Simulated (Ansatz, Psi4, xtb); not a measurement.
**A ladder of methods for C3H9In (trimethylindium (TMIn))**

The species is C3H9In (13 atoms), meant as a singlet with charge 0. SMILES: `[CH3][In]([CH3])[CH3]`. Geometry: relaxed at PBE0-D4/def2-TZVP.

Quantity: the HOMO–LUMO gap, in eV. The values are calculated.

| level | kind | program | value (eV) |
| --- | --- | --- | --- |
| GFN1-xTB | semi-empirical | xtb | 5.37 |
| HF/def2-SVP (core potential) | Hartree–Fock | Ansatz | 11.41 |
| SVWN5/def2-SVP (core potential) | LDA | Ansatz | 4.20 |
| BLYP/def2-SVP (core potential) | GGA | Ansatz | 4.13 |
| r2SCAN/def2-SVP (core potential) | meta-GGA | Ansatz | 4.79 |
| B3LYP/def2-SVP (core potential) | global hybrid | Ansatz | 5.65 |
| PBE0-D4/def2-SVP (density fitting, core potential) | global hybrid | Psi4 | 6.19 |
| wB97X-V/def2-SVP (core potential) | range-separated hybrid | Psi4 | 10.28 |
| B2PLYP/def2-SVP (core potential, density fitting for correlation) | double hybrid | Psi4 | 8.05 |

The values span 4.13 to 11.41 eV. Orbital gaps aren't excitation energies, and those of double hybrids come from the SCF part alone; they tend to grow with the share of exact exchange.

The gap depends far more on how exchange is treated than on the rung of the ladder: BLYP (4.13 eV) doesn't open it relative to SVWN5 (4.20 eV), while r2SCAN, whose potential is orbital-dependent, widens it modestly. In trimethylindium the frontier orbitals are expected to be In–C σ bonding levels and the empty, largely In 5p orbital perpendicular to the molecular plane, which is the source of its Lewis acidity. Exact exchange lowers the former by cancelling self-repulsion, whereas the latter gets no such compensation and is left high, as if for an added electron. wB97X-V, at 10.28 eV, lies above B2PLYP and near Hartree–Fock because its exchange becomes fully exact at long range, so its gap is probably the closest of the density-functional values to the difference between ionisation energy and electron affinity. The GFN1-xTB value falls between r2SCAN and B3LYP, but this reflects its parametrisation and doesn't validate either. Whether the empty level is truly bound or merely confined by the compact basis remains open without diffuse functions.
